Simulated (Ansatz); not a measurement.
## A series in volume per atom on Hg₂O₃

Equation of state of a cubic crystal from periodic Kohn-Sham density functional theory without spin; pressure corrected for the finite basis. The results are calculated, by Ansatz 0.2.0 development build.

Cell of the first row (space group Pn-3m, No. 224):
```
CELL_PARAMETERS angstrom
5.23530 0.00000 0.00000
0.00000 5.23530 0.00000
0.00000 0.00000 5.23530
ATOMIC_POSITIONS crystal
Hg 0.25000 0.25000 0.25000
Hg 0.75000 0.75000 0.25000
Hg 0.75000 0.25000 0.75000
Hg 0.25000 0.75000 0.75000
O 0.50000 0.00000 0.00000
O 0.00000 0.50000 0.00000
O 0.00000 0.00000 0.50000
O 0.50000 0.50000 0.00000
O 0.50000 0.00000 0.50000
O 0.00000 0.50000 0.50000
```

Settings of every row: formula Hg2O3; structure type cubic X2O3; functional PBE; spin treatment none; k mesh 11x11x11; occupation method fermi-dirac; occupation width 0.061225619 eV; wave cutoff 420 eV; datasets soft-1 PAW; density cutoff ratio 4.

Limits: a cubic model structure, not a phase known at ambient conditions; modest k-mesh, values are not fully converged in k; no spin polarisation, a magnetic state may lie lower; no spin-orbit coupling, which can matter with elements this heavy.

```csv
row,volume per atom (Å³),pressure (GPa),energy above lowest point (meV/atom)
1,14.35,7.278,19.5
2,14.655,4.543,8.28
3,14.96,2.126,1.98
4,15.265,?,?
5,15.571,-1.892,1.85
6,15.876,-3.554,7.06
7,16.181,-5.019,15.27
```

Question: what pressure should row 4 give?

Worked fit of pressure. Take u = (V_r/V)^(2/3) − 1 with V_r = 15.265 Å³ an atom, which is twice the finite (Eulerian) strain; such expansions in the strain, on which the Birch-Murnaghan equation of state is built, carry the rest volume and the bulk modulus. The shown rows have u = 0.04207, 0.02756, 0.01355, -0.01314, -0.02582, -0.03811. Least squares give pressure = −0.0057 + 150.302 × u + 516.18 × u² + 634 × u³ GPa; a parabola predicts inner rows, each left out in turn, worse (root mean square 0.015 against 0.0022 GPa). The rows lie off it by 0.000, 0.001, -0.001, 0.001, -0.001, 0.000. The pressure vanishes at u = 0.0000, or V = 15.26 Å³ an atom, and there the bulk modulus at fixed shape and fractions is B = −V dP/dV = (2/3)(1 + u) dP/du = 100 GPa. The withheld row has u = 0, so the fit gives −0.0057 + 150.302 × (0) + 516.18 × (0)² + 634 × (0)³ = -0.006 GPa.

The calculation gave -0.008 GPa. The fit lies 0.002 GPa (25 % of the value, 0.016 % of the column's range) above it; its largest miss of a shown row is 0.001 GPa.

The other values of row 4: energy above lowest point 0 meV/atom.
